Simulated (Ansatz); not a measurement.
## Cu: the change of pressure with volume per atom

All results are calculated (Ansatz 0.2.0 development build). Equation of state of a cubic crystal from periodic Kohn-Sham density functional theory without spin; pressure corrected for the finite basis.

Cell of the first row (space group Fm-3m, No. 225):
```
Cu
1.0
      0.0000     1.7781     1.7781
      1.7781     0.0000     1.7781
      1.7781     1.7781     0.0000
Cu
1
Direct
  0.00000 0.00000 0.00000
```

Settings of every row: formula Cu; structure type fcc; functional PBE; spin treatment none; k mesh 52x52x52; occupation method fermi-dirac; occupation width 0.061225619 eV; wave cutoff 420 eV; datasets soft-1 PAW; density cutoff ratio 4.

```
row  volume per atom (Å³)  pressure (GPa)  energy above lowest point (meV/atom)
  1                11.243           9.969                                 20.57
  2                11.482           6.172                                  8.57
  3                11.722           2.806                                  1.92
  4                11.961               ?                                     ?
  5                  12.2          -2.819                                  2.27
  6                12.439           -5.16                                  8.26
  7                12.678          -7.231                                 17.55
```

Question: what pressure should row 4 give?

Worked fit of pressure. Take u = (V_r/V)^(2/3) − 1 with V_r = 11.961 Å³ an atom, which is twice the finite (Eulerian) strain; such expansions in the strain, on which the Birch-Murnaghan equation of state is built, carry the rest volume and the bulk modulus. The shown rows have u = 0.04213, 0.02762, 0.01355, -0.0131, -0.02579, -0.03807. Least squares give pressure = −0.1779 + 210.438 × u + 689.41 × u² + 751 × u³ GPa; a parabola predicts inner rows, each left out in turn, worse (root mean square 0.017 against 0.0064 GPa). The rows lie off it by 0.001, -0.004, 0.004, -0.001, -0.001, 0.001. The pressure vanishes at u = 0.0008, or V = 11.95 Å³ an atom, and there the bulk modulus at fixed shape and fractions is B = −V dP/dV = (2/3)(1 + u) dP/du = 141 GPa. The withheld row has u = 0, so the fit gives −0.1779 + 210.438 × (0) + 689.41 × (0)² + 751 × (0)³ = -0.178 GPa.

The calculation gave -0.177 GPa. The fit lies 0.001 GPa (0.0058 % of the column's range) below it, one unit of the last digit.

The other values of row 4: energy above lowest point 0 meV/atom.
